## Appendix: The f-sum rule and the division of oscillator strength between lines and continuum in hydrogen

### 1. Conventions and the double commutator

Take $N$ electrons of mass $m$ with

$$H=\sum_j \frac{\mathbf p_j^2}{2m}+\sum_j v(\mathbf r_j)+\sum_{i<j}w(\mathbf r_i-\mathbf r_j),$$

where $v$ and $w$ are local, that is, multiplicative in the coordinates. A perturbation $B\,\lambda e^{-i\omega t}$ changes the expectation value of $A$ in the ground state $|0\rangle$ by $\chi_{AB}(\omega)\lambda e^{-i\omega t}$, with

$$\chi_{AB}(\omega)=\sum_n\left[\frac{A_{0n}B_{n0}}{\hbar\omega-E_{n0}+i0^+}-\frac{B_{0n}A_{n0}}{\hbar\omega+E_{n0}+i0^+}\right],\qquad E_{n0}=E_n-E_0. \tag{1}$$

The sum runs over the complete spectrum. It includes an integral over the continuum wherever there is one.

Let $A=\sum_j a(\mathbf r_j)$ and $B=\sum_j b(\mathbf r_j)$ be local one-body operators. They commute with $v$, with $w$ and with each other, so only the kinetic energy contributes to $[A,H]$. For one particle,

$$[a,\mathbf p^2/2m]=\frac{\hbar^2}{2m}(\nabla^2a)+\frac{\hbar^2}{m}(\nabla a)\cdot\nabla .$$

The first term commutes with $b$, and $[\nabla,b]=(\nabla b)$. Operators of different particles commute, hence

$$[[A,H],B]=\frac{\hbar^2}{m}\sum_j\nabla a(\mathbf r_j)\cdot\nabla b(\mathbf r_j). \tag{2}$$

Inserting eigenstates on the left, with $\langle0|[A,H]|n\rangle=E_{n0}A_{0n}$ and $\langle n|[A,H]|0\rangle=-E_{n0}A_{n0}$, gives

$$\sum_nE_{n0}\,(A_{0n}B_{n0}+B_{0n}A_{n0})=\frac{\hbar^2}{m}\int n(\mathbf r)\,\nabla a\cdot\nabla b\,d^3r, \tag{3}$$

where $n(\mathbf r)$ is the ground-state density. Every form of the f-sum rule is a choice of $a$ and $b$ in Eq. (3).

### 2. Three forms of the rule

**Momentum space.** Define $n_{\mathbf q}=\sum_je^{-i\mathbf q\cdot\mathbf r_j}$, so that $n_{-\mathbf q}=n_{\mathbf q}^\dagger$, and $\chi(\mathbf q,\mathbf q',\omega)=V^{-1}\chi_{n_{\mathbf q}n_{-\mathbf q'}}(\omega)$ in a volume $V$. With $a=e^{-i\mathbf q\cdot\mathbf r}$ and $b=e^{i\mathbf q\cdot\mathbf r}$ one has $\nabla a\cdot\nabla b=q^2$, and Eq. (2) becomes the operator identity

$$[[n_{\mathbf q},H],n_{-\mathbf q}]=\frac{N\hbar^2q^2}{m}.$$

Equation (3) then reads $\sum_nE_{n0}\left(|\langle n|n_{-\mathbf q}|0\rangle|^2+|\langle n|n_{\mathbf q}|0\rangle|^2\right)=N\hbar^2q^2/m$. For $\omega>0$ only the first term of Eq. (1) has an imaginary part,

$$\operatorname{Im}\chi(\mathbf q,\mathbf q,\omega)=-\frac{\pi}{V}\sum_n|\langle n|n_{-\mathbf q}|0\rangle|^2\,\delta(\hbar\omega-E_{n0}),$$

and the second term supplies the negative frequencies. In general, therefore, $-\pi^{-1}\int_{-\infty}^\infty\omega\operatorname{Im}\chi\,d\omega=nq^2/m$ with the mean density $n=N/V$. If the ground state is invariant under time reversal or under inversion, the sums for $\mathbf q$ and $-\mathbf q$ are equal, each carries $N\hbar^2q^2/2m$, and

$$-\frac2\pi\int_0^\infty\omega\operatorname{Im}\chi(\mathbf q,\mathbf q,\omega)\,d\omega=\frac{nq^2}{m}. \tag{4}$$

For an isolated atom the factor $1/V$ is dropped and $n$ is replaced by $N$. In terms of the generalised oscillator strength

$$f_n(\mathbf q)=\frac{2mE_{n0}}{\hbar^2q^2}\,|\langle n|n_{-\mathbf q}|0\rangle|^2$$

Eq. (4) is the Bethe sum rule, $\sum_nf_n(\mathbf q)=N$ at every $\mathbf q$.

**Real space.** Expand Eq. (1) in $1/\omega$, at complex frequency away from the real axis. The term in $1/\hbar\omega$ is $\langle[A,B]\rangle=0$, and the term in $1/(\hbar\omega)^2$ is the left side of Eq. (3). Choosing for $A$ and $B$ the density operators at $\mathbf r$ and $\mathbf r'$, and moving the gradients onto these external arguments, one finds

$$\chi(\mathbf r,\mathbf r',\omega)\to\frac{\nabla\cdot\nabla'\,[\,n(\mathbf r)\,\delta(\mathbf r-\mathbf r')\,]}{m\omega^2}. \tag{5}$$

This holds as a distribution. Applied to a potential energy $\delta v(\mathbf r')$ and integrated by parts it gives $\delta n=-\nabla\cdot(n\nabla\delta v)/m\omega^2$, which is the continuity equation combined with Newton's law for free particles in the force field $-\nabla\delta v$. At high frequency the binding and interaction forces have no time to act. The Fourier transform of Eq. (5) is $\mathbf q\cdot\mathbf q'\,\langle n_{\mathbf q-\mathbf q'}\rangle/(Vm\omega^2)$, whose diagonal is $nq^2/m\omega^2$. The Kramers–Kronig representation of $\chi$ connects this coefficient with the integral in Eq. (4).

**Dipole limit.** For a finite system and $\mathbf q\parallel z$, $n_{-\mathbf q}=N+iq\sum_jz_j+O(q^2)$. The constant has no matrix element to an excited state, so $f_n(\mathbf q)\to f_n=2mE_{n0}|\langle n|\sum_jz_j|0\rangle|^2/\hbar^2$. No interchange of limit and sum is needed, because $a=b=z$ in Eq. (3) gives directly

$$\sum_nf_n=N,$$

the rule of Thomas, Reiche and Kuhn (1925).

The rule needs a Hamiltonian whose dependence on momentum beyond first order is $\mathbf p^2/2m$ alone. A vector potential or a spin–orbit term adds pieces linear in $\mathbf p$, whose double commutator with local operators vanishes, so Eq. (2) survives, although a magnetic field can spoil the symmetry between $\mathbf q$ and $-\mathbf q$. A nonlocal potential, such as a pseudopotential projector or the Fock exchange operator, adds its own double commutator to the right side.

### 3. The hydrogen atom as input

From here on Hartree atomic units are used: $\hbar=m=e=4\pi\varepsilon_0=1$, energies in $E_h$, wave vectors in $a_0^{-1}=1.89$ Å$^{-1}$. The model is the nonrelativistic atom with a clamped nucleus, $H=p^2/2-1/r$, in its 1s state, so $N=1$. The excitation energies are $E_n=\tfrac12(1-n^{-2})$ for the shells $n\ge2$ and $E=\tfrac12(1+k^2)$ for an ejected electron of momentum $k$. The ionisation energy is $I=\tfrac12E_h=13.606$ eV and the lowest line lies at $\tfrac38E_h=10.204$ eV.

The squared matrix element of $e^{iqz}$ summed over $l$ and $m$ within a shell is known in closed form (Bethe, 1930). Multiplied by $2E_n/q^2$ it gives

$$f_n(q)=2^8n^5(n^2-1)\left[\frac{n^2-1}{3}+q^2n^2\right]\frac{[(n-1)^2+q^2n^2]^{\,n-3}}{[(n+1)^2+q^2n^2]^{\,n+3}}. \tag{6}$$

The case $n=2$ is quickly confirmed. The radial integrals with $j_0(qr)$ and $j_1(qr)$ give $2^{17}q^4/(9+4q^2)^6$ for 2s and $9\cdot2^{15}q^2/(9+4q^2)^6$ for 2p. Their sum is $2^{15}q^2/(9+4q^2)^5$, so $f_2=\tfrac34\,2^{15}/(9+4q^2)^5$, as in Eq. (6).

The continuum strength per unit energy is

$$\frac{df}{dE}=\frac{2^8(1+k^2)\left[\tfrac13(1+k^2)+q^2\right]}{[(q+k)^2+1]^3[(q-k)^2+1]^3}\;\frac{e^{-2\theta/k}}{1-e^{-2\pi/k}},\qquad\theta=\arctan(k+q)+\arctan(k-q). \tag{7}$$

It is the continuation of $n^3f_n$ to $n=i/k$, times the factor $(1-e^{-2\pi/k})^{-1}$ from the normalisation of Coulomb waves. The weight $n^3$ is the number of shells per unit energy, $dn/dE_n$. The extra factor tends to one as $k\to0$, so the lines join the continuum smoothly:

$$\lim_{n\to\infty}n^3f_n(q)=\left.\frac{df}{dE}\right|_{E=I}=g(q)=\frac{2^8\left(\tfrac13+q^2\right)}{(1+q^2)^6}\,e^{-4/(1+q^2)}. \tag{8}$$

Define the discrete share $D(q)=\sum_{n\ge2}f_n(q)$ and the continuum share $C(q)=\int_0^\infty(df/dE)\,k\,dk$. The f-sum rule states $D+C=1$ at every $q$, and the two independent expressions (6) and (7) obey it.

One more quantity follows without any excited state. The elastic amplitude is the transform of the density $e^{-2r}/\pi$, $F(q)=16/(4+q^2)^2$. Since $e^{iqz}$ is unitary, the total probability of inelastic transitions is $1-F^2$. The sum rule fixes their first energy moment at $q^2/2$, so the mean excitation energy, weighted by transition probability, is

$$\bar E(q)=\frac{q^2/2}{1-F(q)^2},\qquad\frac{\bar E}{I}=\frac{q^2}{1-256/(4+q^2)^4}. \tag{9}$$

### 4. Comparison across momentum-transfer regimes

The table applies Eqs. (6)–(9) at six wave vectors. The only input is $q$. The row $q=0$ is the optical limit: a photon at the lowest line has $qa_0=\tfrac38\alpha=0.0027$, with $\alpha$ the fine-structure constant. The intermediate rows, $q$ below or near $a_0^{-1}$, are typical of electron energy-loss spectroscopy at small and moderate angles. The last rows are typical of inelastic X-ray scattering on the way to the Compton regime. $D$ is the sum of Eq. (6), with the high shells closed by the $n^{-3}$ law of Eq. (8), and $C$ is the integral of Eq. (7).

| $q$ ($a_0^{-1}$) | $q$ (Å$^{-1}$) | $F^2$ | $\bar E/I$ | $f_2$ | $g$ ($E_h^{-1}$) | $D$ | $C$ |
|---|---|---|---|---|---|---|---|
| 0 | 0 | 1 | 1 | 0.4162 | 1.563 | 0.5650 | 0.4350 |
| 0.25 | 0.47 | 0.9399 | 1.039 | 0.3629 | 1.632 | 0.5122 | 0.4878 |
| 0.5 | 0.94 | 0.7847 | 1.161 | 0.2458 | 1.596 | 0.3786 | 0.6214 |
| 1 | 1.89 | 0.4096 | 1.694 | 0.0662 | 0.722 | 0.1178 | 0.8822 |
| 2 | 3.78 | 0.0625 | 4.267 | 0.0025 | 0.0319 | 0.0047 | 0.9953 |
| 3 | 5.67 | 0.0090 | 9.081 | 0.00013 | 0.0016 | 0.00024 | 0.9998 |

The total is one in every row. The lines hold the larger part only below a wave vector between 0.25 and 0.5 $a_0^{-1}$, and they hold almost nothing once $q$ exceeds the inverse radius of the atom by a factor of two.

### 5. The trend from the structure of the rule

**A fixed total, a fixed window and a moving centre.** The right side of Eq. (3) contains the density and the mass only. It knows nothing of the ionisation threshold. All lines are confined to the window from $\tfrac34I$ to $I$, whatever $q$ is, while Eq. (9) makes the centre of the spectrum move as the recoil energy $q^2/2$ divided by the inelastic probability. Because every line has $E_n<I$ and the lines together have a probability below $1-F^2$,

$$D(q)<\frac{2I\,(1-F^2)}{q^2}=\frac{I}{\bar E(q)} .$$

The decay of the discrete share is thus forced by the sum rule and unitarity alone. The bound is loose, 0.234 at $q=2$ against the exact 0.0047, for reasons given below.

**Optical limit.** For small $q$, $1-F^2=q^2-\tfrac58q^4+\dots$, whose leading coefficient is $\langle z^2\rangle=1$. Hence $\bar E/I=1+\tfrac58q^2+\dots$, and at $q=0$ the mean excitation energy sits exactly at the threshold. All lines lie below it, so the continuum cannot be empty even for dipole transitions. The factor $E_{n0}$ in $f$ favours the high-lying states further, and the continuum takes 43.5 per cent of the strength. This limit is the most favourable one for the lines: the state $z|1s\rangle\propto r e^{-r}\cos\vartheta$ is nodeless in $r$, like 2p, and a single shell collects 0.4162.

**Intermediate regime.** The strength first moves upward inside the window before leaving it. Between $q=0$ and $0.25$, $f_2$ falls, but $f_4$ rises from 0.0290 to 0.0294 and the threshold density $g$ rises as well. In Eq. (8) the bracket $\tfrac13+q^2$ and the exponential grow with $q$, while $(1+q^2)^{-6}$ falls. Setting the logarithmic derivative to zero gives $15p^2-24p+8=0$ for $p=1+q^2$, and the root above one places the maximum of $g$ at $q=0.36$. By Eq. (8) the threshold is no singular point of the strength distribution. The Rydberg series is the part of one smooth function of energy that lies below $I$, sampled at the shell energies, and $D$ measures how much of that function is left there.

**Large momentum transfer.** For $q\gg1$ and $k$ near $q$ the exponential in Eq. (7) tends to one, $1-e^{-2\pi/k}\to2\pi/k$, the numerator tends to $2^8\cdot\tfrac43q^4$ and the first bracket of the denominator to $(2q)^6$. With $dE=k\,dk$,

$$\frac{df}{dk}\to\frac{8}{3\pi}\,\frac{1}{[1+(k-q)^2]^3},$$

which is the distribution of one momentum component in the 1s state and integrates to one. This is the Bethe ridge: the sum rule is exhausted by a quasi-free electron recoiling with momentum $q$. The lines survive only through the high Fourier components of the product $\psi_n^*\psi_{1s}$, which come from the cusp at the nucleus. For s states the product starts as $\psi_n(0)\psi_1(0)(1-2r)$ with $\psi_n(0)\psi_1(0)=1/\pi n^{3/2}$. The transform of $-r$ is $8\pi/q^4$, so the amplitude is $16/n^{3/2}q^4$, and

$$D(q)\to\frac{2^8}{q^{10}}\sum_{n\ge2}\frac{1-n^{-2}}{n^3}=\frac{2^8[\zeta(3)-\zeta(5)]}{q^{10}}=\frac{42.27}{q^{10}},$$

which is also the limit of Eq. (6). Eight powers come from the overlap and two from the normalisation by the recoil energy. The general bound keeps only the latter two, which is why it is loose. The asymptote is approached slowly: at $q=3$ it gives $7.2\times10^{-4}$, a factor 2.9 above the exact value, because the denominators of Eq. (6) contain $(1\pm1/n)^2+q^2$ to high powers and not $q^2$ alone.

**Nuclear charge.** For a one-electron ion of charge $Z$, lengths scale as $1/Z$ and energies as $Z^2$, so $f_n(q;Z)=f_n(q/Z;1)$. The optical division, 0.5650 to 0.4350, is the same for all $Z$ in the nonrelativistic model, and at finite $q$ each row of the table describes a family of ions. At the fixed value $q=3\,a_0^{-1}$ the model's discrete share is 0.00024 for H, 0.12 for Li$^{2+}$ ($q/Z=1$), 0.38 for C$^{5+}$ ($q/Z=0.5$) and 0.51 for Mg$^{11+}$ ($q/Z=0.25$). A probe that sees hydrogen as a nearly free electron sees the magnesium ion close to its dipole limit. The opposite extreme is H$^-$. The extra electron moves in the short-range field of a neutral atom, there is no bound excited singlet state, and $n_{-\mathbf q}$ conserves spin, so the whole sum $N=2$ lies in the continuum at every $q$.

### 6. Consequences for response calculations

**Low against high frequency.** The dipole polarizability is $\alpha_d(\omega)=-\chi_{zz}=\sum_nf_n/(E_{n0}^2-\omega^2)$. At high frequency it tends to $-N/\omega^2$, and a sum over bound states alone recovers 56.5 per cent of the coefficient. At zero frequency the weights $E_{n0}^{-2}$ favour the lines: Eq. (6) at $q=0$ gives 3.663 $a_0^3$ from the lines and Eq. (7) gives 0.837 $a_0^3$ from the continuum, which add up to the exact $\tfrac92a_0^3$. The discrete share is then 81 per cent. The error made by omitting the continuum depends on the energy moment that is probed, and it is larger for the f-sum than for the static response.

**Validity of the expansion.** At $q=0$ and large energy Eq. (7) gives $df/dE\to(8\sqrt2/3\pi)E^{-7/2}$. Moments $\int E^\mu\,df$ converge for $\mu<\tfrac52$. The f-sum ($\mu=0$) and the coefficient of $\omega^{-4}$ in $\alpha_d$ ($\mu=2$) exist, but the coefficient of $\omega^{-6}$ does not. Equation (5) is the leading term of an asymptotic expansion that, for a Coulomb nucleus, soon leaves the even powers of $1/\omega$.

**Kohn–Sham response.** The Kohn–Sham system has a local potential and, for the exact functional, the density of the interacting system. Its response $\chi_s$ therefore obeys Eq. (5) with the same coefficient as $\chi$. In the Dyson equation $\chi=\chi_s+\chi_sf_{Hxc}\chi$ the second term is of order $\omega^{-4}$ for any kernel that stays bounded at high frequency, adiabatic kernels included. The kernel redistributes strength and leaves the total at $N$. For one electron the exchange kernel cancels the Hartree kernel, $\chi=\chi_s$, and the table is also the exact Kohn–Sham result. An approximate potential that decays faster than any power of $r$, as the local-density potential of a neutral atom does, binds only a finite number of states. The Rydberg series is then absent and its strength appears in the continuum of the approximate potential, while the total is still $N$. Satisfying the f-sum rule is a test of locality and of basis completeness. It says nothing about the division into $D$ and $C$, which is set by the position of the threshold and hence by the long-range tail of the potential.

### 7. Size of the neglected terms

*Nuclear motion.* With a proton of mass $M$ the electron coordinate is $\mathbf R+\frac{M}{M+m}\mathbf r$, with $\mathbf R$ the centre of mass and $\mathbf r$ the relative coordinate, and the Bohr radius becomes $a_0(M+m)/M$. The two factors cancel, so the internal matrix elements $F_n$ are the same functions of $qa_0$ as before. The internal energies are multiplied by $M/(M+m)$, and an atom initially at rest acquires the recoil energy $\hbar^2q^2/2(M+m)$. Thus

$$f_n=\frac{M}{M+m}f_n^{\infty}+\frac{m}{M+m}|F_n|^2,$$

where $f_n^\infty$ is the clamped-nucleus value. The sum over all final states, now including the internal ground state, is again one. The fraction redistributed is $m/(M+m)=5.4\times10^{-4}$.

*Relativity.* For a function of momentum, $[[z,T(\mathbf p)],z]=\hbar^2\,\partial^2T/\partial p_z^2$. The mass–velocity term $-p^4/8m^3c^2$ has $\partial^2p^4/\partial p_z^2=4p^2+8p_z^2$, which averages to $\tfrac{20}{3}\langle p^2\rangle$ in an s state. With $\langle p^2\rangle=(Z\alpha mc)^2$ this term alone changes the dipole sum by $-\tfrac56(Z\alpha)^2$. The magnitude is $4.4\times10^{-5}$ for H, $1.6\times10^{-3}$ for C$^{5+}$ and $6.4\times10^{-3}$ for Mg$^{11+}$, which is why only two figures are given for the ions. The four-place entries of the table belong to the clamped-nucleus Hamiltonian, and for the real hydrogen atom nuclear motion alters them in the fourth decimal place.